Space-charge negative resistance of an avalanching p-i-n layer: thin InP near the inflection of α(E)

A diode in avalanche stays uniform as long as its voltage rises with current. If dV/dJ turns negative, a region that carries slightly more current needs less voltage, draws still more, and the current gathers into a filament. That mechanism for high-voltage diodes goes back to Egawa (1966). Today I work one case to the end: a thin InP p-i-n layer whose breakdown field lies close to the inflection point of the ionisation rate, where the leading term of the theory passes through zero.

THE PROBLEM

An undoped InP layer of width W lies between a p⁺ cladding at x < 0 and an n⁺ cladding at x > W and is reverse biased into steady avalanche. E(x) is the magnitude of the field, whose vector points along −x. Electrons drift to +x, holes to −x. Jn and Jp are the magnitudes of their current densities, J = Jn + Jp, and V = ∫E dx is taken over the i-layer only. Primes on α mean derivatives with respect to E.

Two data are compiled values at 300 K: the static dielectric constant 12.34 (Rakita 2019) and the gap 1.35 eV (Wing 2021). Everything in the following list is assumed, with sizes typical of InP:
– one local ionisation rate for both carriers, α(E) = A exp[−(b/E)²], A = 2.4×10⁵ cm⁻¹, b = 0.82 MV/cm, meant for roughly 0.55 to 0.75 MV/cm;
– one saturated velocity, v = 7×10⁶ cm/s;
– for part (d), separate rates with An = 2.3×10⁵ cm⁻¹, bn = 0.85 MV/cm, Ap = 2.5×10⁵ cm⁻¹, bp = 0.79 MV/cm; separate velocities vn = 7.5×10⁶ and vp = 6.5×10⁶ cm/s; cladding doping N = 5×10¹⁸ cm⁻³ on both sides; heat capacity 1.5 J/(cm³ K); thermal conductivity 0.68 W/(cm K); temperature coefficient of the breakdown voltage 10 mV/K.
The current density is J = 50 kA/cm².

(a) Find the width W* at which the breakdown field sits at the inflection of α(E).
(b) Find the change δV of the layer voltage caused by the carriers' space charge for W = 150 nm, W* and 250 nm.
(c) Find the differential resistance and compare it with that of a one-sided diode.
(d) Give the size of what the model leaves out.

WHY THE FORMULA HOLDS

Each carrier makes α pairs per unit length, so dJn/dx = α(E) J. With a negligible seed current, Jn(0) = 0 and Jn(W) = J, and integration gives the breakdown condition

∫₀^W α(E) dx = 1.

The densities are n = Jn/(qv) and p = Jp/(qv). Poisson's equation for the magnitude of the field reads

ε dE/dx = q(n − p) = (2Jn − J)/v.

At J → 0 the field is uniform, E = E₀ with α(E₀)W = 1, and Jn = J u with u = x/W. Holes dominate near the p side and electrons near the n side, so the slope of E is −J/(εv) at x = 0 and +J/(εv) at x = W. The field sags in the middle like a hammock. With the field scale K = JW/(εv), the first-order change is

δE₁ = K (u² − u + C).

Now expand the breakdown condition about E₀, with all derivatives taken at E₀:

α′ ∫δE dx + (α″/2) ∫δE² dx + (α‴/6) ∫δE³ dx + … = 0.

The first integral is δV itself. At first order in J it must vanish, which fixes C = 1/6. So δE₁ = K B₂(u) with B₂ = u² − u + 1/6; the field rises by K/6 at both edges and falls by K/12 at the centre. There is no linear resistance, because with equal rates every slice of the layer counts equally in ∫α dx and in ∫E dx. At second order, ∫₀¹B₂² du = 1/180 gives

δV₂ = −(α″/α′) W K²/360 = −(α″/α′) J² W³/(360 ε² v²).

Where α is convex, the edges gain more ionisation than the centre loses, the mean field may drop, and the resistance is negative. Where α is concave the sign reverses.

Question: You found a second-order voltage without the second-order field. Is that legitimate?

Yes. The condition delivers the mean of δE₂ directly, and the voltage is that mean times W. The shape of δE₂ first enters at third order, and near the inflection we need it. Differentiating Poisson's equation gives d²E/du² = 2K W α(E). At second order d²δE₂/du² = 2K² α′W B₂, with zero slope at both edges, because the edge slopes ±K are already carried by δE₁. The solution is δE₂ = K² α′W B₄/6 plus a constant, with B₄ = u⁴ − 2u³ + u² − 1/30. With ∫B₂B₄ du = −1/630 and ∫B₂³ du = 1/3780,

δV₃ = W K³ [α″W/3780 − α‴/(22680 α′)].

The first term is a feedback: stronger ionisation at the edges makes the hammock shallower. The second survives at α″ = 0, and since α‴ < 0 at this inflection it is positive.

For our rate set y = (b/E₀)², so that α(E₀)W = 1 gives y = ln(AW). Then α′/α = 2y/E₀, α″/α′ = (2y − 3)/E₀ and α‴/α′ = (4y² − 18y + 12)/E₀². With κ = K/E₀ and V₀ = E₀W, and the same procedure carried one order further,

δV/V₀ = c₂κ² + c₃κ³ + c₄κ⁴ + …,
c₂ = −(2y − 3)/360,
c₃ = (10y² − 9y − 6)/11340,
c₄ = −(48y³ + 36y² − 100y + 5)/604800.

SOLUTION, PART (a)

The inflection is at y = 3/2. Hence E* = b√(2/3) = 0.6695 MV/cm and W* = e^(3/2)/A = 186.7 nm, with V₀ = 12.50 V. Thicker layers break down at lower field, on the convex side; thinner ones on the concave side.

PART (b)

Intermediate values are carried unrounded. ε = 12.34 ε₀ = 1.0926×10⁻¹² F/cm, εv = 7.648×10⁻⁶ A/V, and the edge slope is J/(εv) = 6.537×10⁹ V/cm². The total carrier density J/(qv) is 4.46×10¹⁶ cm⁻³.

Take W = 250 nm. AW = 6, y = 1.792, E₀ = b/√y = 0.6126 MV/cm, V₀ = 15.31 V. K = 6.537×10⁹ V/cm² × 2.5×10⁻⁵ cm = 163.4 kV/cm. The field rises by 27.2 kV/cm at the edges and drops by 13.6 kV/cm at the centre; its rms deviation is K/√180 = 12.18 kV/cm. The curvature ratio is α″/α′ = 0.5835/E₀ = 0.9525 cm/MV. Then

δV₂ = −½ × 0.9525×10⁻⁶ cm/V × (1.218×10⁴ V/cm)² × 2.5×10⁻⁵ cm = −1.77 mV.

The three layers together:

W (nm)          150       186.7     250
y               1.281     1.500     1.792
E₀ (MV/cm)      0.7245    0.6695    0.6126
V₀ (V)          10.87     12.50     15.31
K (kV/cm)       98.1      122.1     163.4
κ               0.1353    0.1823    0.2668
δV₂ (mV)        0.242     0         −1.767
δV₃ (mV)        −0.003    0.020     0.256
δV₄ (mV)        −0.0002   −0.002    −0.028
sum (mV)        0.239     0.018     −1.54

At 250 nm the cubic term takes back 14 per cent of the quadratic one. At W* the quadratic formula gives nothing, and the voltage rises as V₀κ³/3780, itself reduced by the factor 1 − 0.61κ, which is 11 per cent here.

Question: How far do you trust the series?

The model has an exact first integral, (dE/dx)² = (4J/εv) ∫α dE, the integral running from the central minimum E_min to the local field. One chooses the minimum and edge fields, obtains J from the edge slope J/(εv), and obtains W and V by quadrature. For a layer and current close to the last column, the four-order series reproduces that δV to better than one per cent. That justifies three figures in the sum as a property of the equations. It says nothing about InP, whose inputs are far less certain.

PART (c)

The differential resistance per area is r = dV/dJ = (2δV₂ + 3δV₃ + 4δV₄)/J, and 1 Ω cm² = 10⁸ Ω µm². The model gives r = 0.95 Ω µm² at 150 nm, 0.10 Ω µm² at W*, and −5.8 Ω µm² at 250 nm, where the quadratic term alone would give −7.1 Ω µm². The resistance changes sign where 2c₂ + 3c₃κ + 4c₄κ² = 0. At 50 kA/cm² the root is W = 189 nm, so the higher orders move the boundary only about 2 nm above W*. Outside a band of a few nanometres the sign of α″ decides.

Now the one-sided diode. In a p⁺n junction the ionisation is confined to a thin zone at the junction, so breakdown pins the peak field E_m. Only electrons cross the depleted n region, and they reduce the net charge to qN_D − J/v. The triangle of field gives V = εE_m²/[2(qN_D − J/v)], and with W = εE_m/(qN_D) the slope at small current is

r = W²/(2εv).

For a drift length of 250 nm this is 4.09×10³ Ω µm², or 2.04 V at our current. It is positive, linear in J, and 710 times larger in magnitude than the p-i-n value. The difference lies in what breakdown holds fixed: the peak field in the one-sided diode, the mean field in the p-i-n layer.

PART (d)

Because the linear term cancels, any small departure from the ideal layer is measured against the scale W²/(εv) = 8.17×10³ Ω µm², and one part in a thousand of that already rivals the effect. I take W = 250 nm throughout.

Question: In InP holes ionise more readily than electrons. Does that not ruin the cancellation at once?

It is more robust than one expects. Call the electron rate α and the hole rate β, so dJn/dx = αJn + βJp. If β/α is independent of field, the breakdown condition is ∫α dx = ln k/(k − 1) with k = β/α, again with uniform weight, and the linear term still vanishes. Unequal velocities alone do not spoil it either. Define 1/v as the mean of 1/vn and 1/vp, and ρ = (vp − vn)/(vp + vn). The hammock gains a tilt Kρ(u − ½) of zero mean, and δV₂ is multiplied by 1 + 15ρ². For the assumed velocities ρ = −0.0714 and the factor is 1.08.

A linear term needs different logarithmic slopes of the two rates. At uniform field (β − α)W = ln k, which I call Δ, and jn = Jn/J = (1 − e^(−Δu))/(1 − e^(−Δ)). Varying the breakdown condition gives ∫ g [α′jn + β′(1 − jn)] δE du = 0 with g = e^(−Δ(1−u)). Let σ be the difference of α′/α and β′/β divided by their sum. To first order in σ, Δ and ρ the result is

r_lin = −σ (7Δ/180 + ρ/6) W²/(εv).

For the assumed pair of rates, σ = (bn² − bp²)/(bn² + bp²) = 0.0731, and at E₀ we have Δ = 0.346, k = 1.41. The rate term gives −8.0 Ω µm² and the velocity term 7.1 Ω µm². Each is as large as the −5.8 Ω µm² we set out to find. Their near cancellation is an accident of the assumed inputs, and neither term knows about the inflection, so around W* they would set the sign.

Question: And the claddings? The field must go to zero somewhere.

They are the larger rival. Each cladding is depleted over ℓ = εE₀/(qN) = 8.4 nm and holds a voltage εE²/(2qN), where E is the edge field. The hammock raises both edge fields by JW/(6εv), which is linear in J. To leading order in ℓ/W the two claddings add

r_clad = E₀W/(3qNv) = 91 Ω µm².

If the local rate also acts in the depleted claddings, each contributes (ε/qN)∫α dE to the breakdown integral, the mean field in the layer may fall a little, and a fraction α/(α′E₀) = 1/(2y) = 0.28 is returned. That leaves 66 Ω µm², eleven times the negative resistance. The doping would have to reach 5.7×10¹⁹ cm⁻³ on both sides to bring the two level. A typical good ohmic contact adds 10 Ω µm² or more in series.

Question: You need a seed current to start the avalanche. Does it matter?

With a seed Js from tunnelling or generation, the condition becomes ∫α dx = 1 − Js/J, wherever the seed enters, since the rates are equal. The voltage is lowered by (Js/J)/α′, with 1/α′ = V₀/(2y) = 4.27 V, and this adds a positive slope Js/(α′J²). It equals 5.8 Ω µm² only for Js = 34 A/cm². A seed far below that is harmless at our current, although it makes the slope positive at low current, where the negative resistance shrinks in proportion to J and the seed term grows as 1/J².

Question: What about heat? The power density must be enormous.

JV₀ is 0.77 MW/cm². Heat needs about W² × 1.5/0.68, in these units 1.4 ns, to diffuse across the layer, so at short times the heating is adiabatic, and the rate is JE₀ divided by the heat capacity, 20 K/ns. Phonon scattering lowers α as the lattice warms and the breakdown voltage rises. At 10 mV/K a warming of 0.15 K undoes the whole 1.54 mV, and it is reached in about 8 ps. The transit time W/v is 3.6 ps. The steady isothermal characteristic that we computed therefore has about two transit times in which to exist, hardly enough for the avalanche to settle.

Question: Is a local α(E) meaningful at all in 250 nm?

Only as an effective quantity. With the threshold energy estimated as 3/2 of the gap, 2.0 eV, a carrier must travel 33 nm at E₀ before it can ionise, which is 13 per cent of W. Call this dead space d, and let all three carriers that leave an ionising event start cold. In the interior the dead carriers are a uniform fraction of about 3d/W of the current, and an event is worth a path of W − 3d in new ionisation: the free paths of its three products less the path that the ionising carrier had left. An effective rate fitted to multiplication data absorbs this uniform part into A and b. The edges differ. At a distance x < d from the p side nearly all the current is holes that have crossed the layer. The dead fraction is only (2d + x)/W, and an event is worth W − d − 2x, because the two holes leave the layer and have little path to lose. The n side is the mirror image. The weight of the field in the breakdown condition thus exceeds its interior value by the fraction 3(d − x)/W within d of each edge, exactly where the hammock is high by K/6. The mean field can fall, δV = −(3d²/W)(K/6), and a linear term −d²/(2εv) = −71.4 Ω µm² appears. A higher field also shortens d, and this gain is missing near the edges, where the dead carriers that will still become active number 3x/W instead of 3d/W. That returns the fraction 1/(2y), so to leading order in d/W

r_dead = −[1 − 1/(2y)] d²/(2εv) = −51.5 Ω µm².

This is nine times the curvature effect, it knows nothing of the inflection, and it cancels all but 14 of the 66 Ω µm² from the claddings. The digits overstate what is known. The expansion parameter is 3d/W = 0.40; the fall of the hammock across the edge zone lowers the term by (1 − d/W)² = 0.75, the reduced interior weight raises it by about 1/(1 − 3d/W) = 1.66, and it goes as the square of the estimated threshold. At our current it amounts to 26 mV, which a warming of 2.6 K undoes in about 0.13 ns.

The effective rate also limits part (a). The position of the inflection is a second derivative of such a fit. A change of 10 per cent in A moves W* by about as much, 17 nm for an increase, which is far more than the 2 nm shift from the higher orders. A different fitting form would move it further: for α ∝ exp(−b₁/E) the inflection is at E = b₁/2, and α″/α′ = (b₁/E − 2)/E. So W* = 186.7 nm is the model's number and not a constant of InP.

As for the voltage itself, the terminal breakdown voltage is about V₀ less a built-in voltage near the gap, 1.35 V, plus E₀ℓ = 0.51 V for the two claddings, which makes 14.5 V at 250 nm. Typical InP p-i-n diodes of this width break down in the middle teens of volts. That is no test of the model, since rates of this size are fitted to such diodes in the first place.

Question: Then where does the formula matter?

In thick layers. Divide r_clad by the magnitude of the quadratic slope 2δV₂/J. The ratio is 60 J/[qNv (E₀α″/α′) κ²], which is 12.9 for our layer. At fixed κ the current J = κ εvE₀/W falls roughly as 1/W, so a layer some hundreds of times thicker forms the same relative hammock at a current some hundreds of times smaller. The cladding ratio and the heating rate JE₀ drop with it, the same ratio for the dead space falls as (d/W)², δV grows with V₀, and the low breakdown field lies deep in the convex part of α, where E₀α″/α′ is several units instead of 0.5835. In such devices the background doping and unequal rates must be added, but the hammock and the convexity of α give the negative branch that limits the safe operating area.

For the thin InP layer the model's answer is this. The space-charge term is −1.54 mV and −5.8 Ω µm² at 250 nm and 50 kA/cm², it passes through zero at 189 nm, and it is positive below that. Two linear terms about ten times larger stand beside it with opposite signs, cladding depletion of 66 to 91 Ω µm² and dead space of about −51.5 Ω µm², and these estimates do not fix the sign of their sum. Contacts and self-heating push the slope positive, the latter within a fraction of a nanosecond. The curvature of α therefore does not decide the sign of the terminal characteristic of such a diode.